## Count at the attached carbon

Two yes-or-no questions about the carbon bonded to silicon are enough to estimate the silicon shielding in a molecule R–SiH₂Cl. Does that carbon itself take part in a multiple bond? Does it carry fluorine or chlorine? Start from 355 ppm, the value for a plain alkyl carbon, add 40 ppm for the first yes and 15 ppm for the second:

$$\sigma \approx 355 + 40\,m + 15\,h \quad \text{(ppm)}$$

Here $\sigma$ is the isotropic shielding, and $m$ and $h$ are each 1 for yes and 0 for no. Three fluorines count the same as one chlorine, because $h$ asks only whether halogen is there. The constants are rounded from a least-squares fit to all eight rows of the table, which come from a hybrid density functional with a small basis.

Silicon shielding in R–SiH₂Cl, computed with PySCF 2.14.0 (non-relativistic GIAO, PBE0/pcSseg-1, density fitting, gas phase) at PBE0-D3(BJ)/def2-SVP geometries. The carriers R are written as SMILES, with * at the bond to Si, the marked atom. The diamagnetic and paramagnetic parts follow the GIAO formula; the span is the highest minus the lowest principal value.

```tsv
carrier	formula	atoms on the carrying C	bond to the carrier (Å)	point group	isotropic shielding (ppm)	diamagnetic (ppm)	paramagnetic (ppm)	span (ppm)	IAO charge of the marked atom (e)	HOMO-LUMO gap (eV)
*C#CC	C3H5ClSi	C	1.816	C1	395.0	878.7	-483.7	74	0.82	7.41
*C#C	C2H3ClSi	C	1.826	Cs	393.1	877.6	-484.4	78	0.82	7.67
*C=O	CH3ClOSi	H O	1.929	C1	397.1	877.1	-480.0	131	0.74	5.48
*CC#N	C2H4ClNSi	C H H	1.897	C1	358.2	876.4	-518.1	90	0.83	8.83
*CC	C2H7ClSi	C H H	1.873	Cs	352.2	877.6	-525.4	105	0.80	8.77
*CCl	CH4Cl2Si	Cl H H	1.882	Cs	368.7	876.8	-508.1	60	0.81	8.26
*C(F)(F)F	CH2ClF3Si	F F F	1.931	Cs	372.5	876.8	-504.3	69	0.77	8.94
*C	CH5ClSi	H H H	1.876	Cs	355.1	877.3	-522.2	107	0.81	9.01
```

## Two rows worked

In ethynyl, *C#C, the attached carbon is part of a triple bond and bears no halogen. So $m=1$, $h=0$, and the estimate is $355+40=395$ ppm; the calculation gives 393 ppm.

In chloromethyl, *CCl, the attached carbon has only single bonds, one of them to chlorine. So $m=0$, $h=1$, and the estimate is $355+15=370$ ppm, against a computed 369 ppm. Both rows took part in the fit, so they show how to use the rule and are no independent test of it.

In a spectrum the sign turns round, since a more shielded nucleus has a lower chemical shift. The rule therefore places the ethynyl silicon about 40 ppm below the methyl one on the shift scale. Such differences between two compounds are its natural use, because an absolute shift would also need a reference compound treated in the same way.

## Why the neighbouring bond matters

The shielding is commonly parted into a diamagnetic and a paramagnetic piece. The division is a convention, but here it is a helpful one: the diamagnetic part varies by only about 2 ppm over the table, the paramagnetic part by 45 ppm. The trend thus arises from the way the magnetic field disturbs the bonding electrons, while the core electrons give nearly the same large contribution everywhere.

A two-level system shows the principle. A weak perturbation mixes its lower level with its upper one, and the response grows with the coupling between them and shrinks as their spacing widens. In the molecule the field mixes occupied bonding orbitals with empty antibonding ones, and this mixing lowers the silicon shielding. The analogy ends where many pairs of levels contribute at once, each with its own coupling.

The coupling that counts is the one close to the silicon nucleus, because the magnetic effect of an electron's orbital motion falls off steeply with distance. This is why the rule looks at the attached carbon first. Cyanomethyl, *CC#N, is the control: it has a triple bond, but one atom further out, and its shielding is only 3 ppm above that of methyl. With the triple bond at the attached carbon, as in ethynyl, the gain is 38 ppm.

For the alkynyl groups there is a plausible reason for the gain, though the table does not test it. A carbon in a triple bond uses an orbital rich in s character towards silicon, and s electrons are held more tightly than p electrons. The Si–C bonding level then lies lower, its distance to the empty levels around silicon widens, and the paramagnetic part becomes less negative. Halogen may act in the same direction: carbon tends to direct p character towards an electronegative partner, which leaves more s character for the bond to silicon. For the halogen step this remains a guess, and the bond lengths do not support it: more s character should shorten the Si–C bond, yet in both halogen rows it is longer than in methyl.

## Why two familiar shortcuts fail

The two-level picture tempts one to take the HOMO-LUMO gap as the spacing. Formyl, *C=O, shows the mistake. It has the smallest gap in the table, and scaling the paramagnetic part of methyl by the inverse gap would leave its silicon with a shielding of only about 20 ppm. The computed value is 397 ppm.

The low excitation of a carbonyl group lifts an electron from the oxygen lone pair into the antibonding π orbital of the C=O bond. It therefore acts mainly on carbon and oxygen, and the same calculation indeed finds these two nuclei strongly deshielded. A small gap matters to a nucleus only if the orbitals concerned have weight near it.

Atomic charge is the other shortcut: fewer electrons, less shielding. Yet silicon carries almost the same charge in ethynyl and in cyanomethyl, while the shieldings differ by 35 ppm. A charge counts electrons, whereas the paramagnetic part depends on which orbitals they occupy and how far away the empty ones lie.

## How good the rule is

If each row in turn is left out of the fit and then estimated from the other seven, the typical (root-mean-square) error is about 3 ppm relative to the calculation. Guessing the mean of the table for every row would give an error of about 18 ppm. The test is still a mild one, because the two questions were chosen with all eight values in view. The output below sets the rule beside the inverse-gap scaling and a version that counts halogens.

The error of 3 ppm measures how well the rule imitates the calculation, not how well it meets a measured spectrum. The approximate functional, the small basis and the use of a single, motionless molecular shape add errors of their own. Differences of a few ppm between two carriers are therefore beyond the rule.

## Where it stops

The step of 40 ppm rests on two alkynyl groups and one carbonyl, so it should not be carried over to vinyl or phenyl. Even within the table, the equal step hides a difference. The span, which measures how strongly the shielding depends on the direction of the field, is 131 ppm in formyl but only 78 ppm in ethynyl. The two groups may well reach the same average by different routes. The argument from s character was made for the alkynyl groups alone: their Si–C bonds are shorter than that of methyl, while the one in formyl is longer.

The step of 15 ppm rests on one carbon with a single chlorine and one with three fluorines. These rows differ in both the kind and the number of halogens, so they cannot settle whether a second or third halogen adds anything. Bromine and iodine lie outside the range, since heavy atoms bring relativistic effects that this calculation leaves out. A carbon that answers yes to both questions is also outside it, because no row tests whether the two steps add. So is a carbon with only single bonds that bears oxygen, nitrogen or more than one further carbon, as in isopropyl, since the table has no such row. All three constants belong to the SiH₂Cl group; with other atoms on silicon they would have to be fitted anew.

Printed output of the fit:

```
Isotropic shielding in ppm:
        row  rule of thumb  computed  rule less computed  scaled by inverse gap
      *C#CC            395       395                   0                  243.7
       *C#C            395     393.1                 1.9                  264.2
       *C=O            395     397.1                -2.1                  18.52
      *CC#N            355     358.2                -3.2                  343.6
        *CC            355     352.2                 2.8                  341.1
       *CCl            370     368.7                 1.3                  307.2
  *C(F)(F)F            370     372.5                -2.5                  350.5
         *C            355     355.1                -0.1                  355.1
root-mean-square miss of the rule in ppm: 2.063
largest miss of the rule in ppm: 3.2
root-mean-square miss if the mean of all rows is guessed in ppm: 17.51
largest miss without the halogen step in ppm: 17.5
largest miss of the inverse-gap scaling in ppm: 378.6
range of the paramagnetic part in ppm: 45.4
range of the diamagnetic part in ppm: 2.3
ethynyl less methyl in ppm: 38
cyanomethyl less methyl in ppm: 3.1
chloromethyl less methyl in ppm: 13.6
trifluoromethyl less methyl in ppm: 17.4
ethynyl less cyanomethyl at nearly equal charge in ppm: 34.9
smallest distance between multiple-bond rows and the others in ppm: 20.6
fit of iso on 8 rows: constant 355.2 +/- 1.5, coefficient of multi 39.9 +/- 2.1, coefficient of hal 15.43 +/- 2.4; rms 2.04, worst *CC#N -3.03, leave-one-out rms 3.31
fit of iso on 8 rows: constant 356.5 +/- 2.1, coefficient of multi 38.53 +/- 3, coefficient of nhal 6.006 +/- 1.5; rms 3.04, worst *CCl -6.16, leave-one-out rms 9.13
```
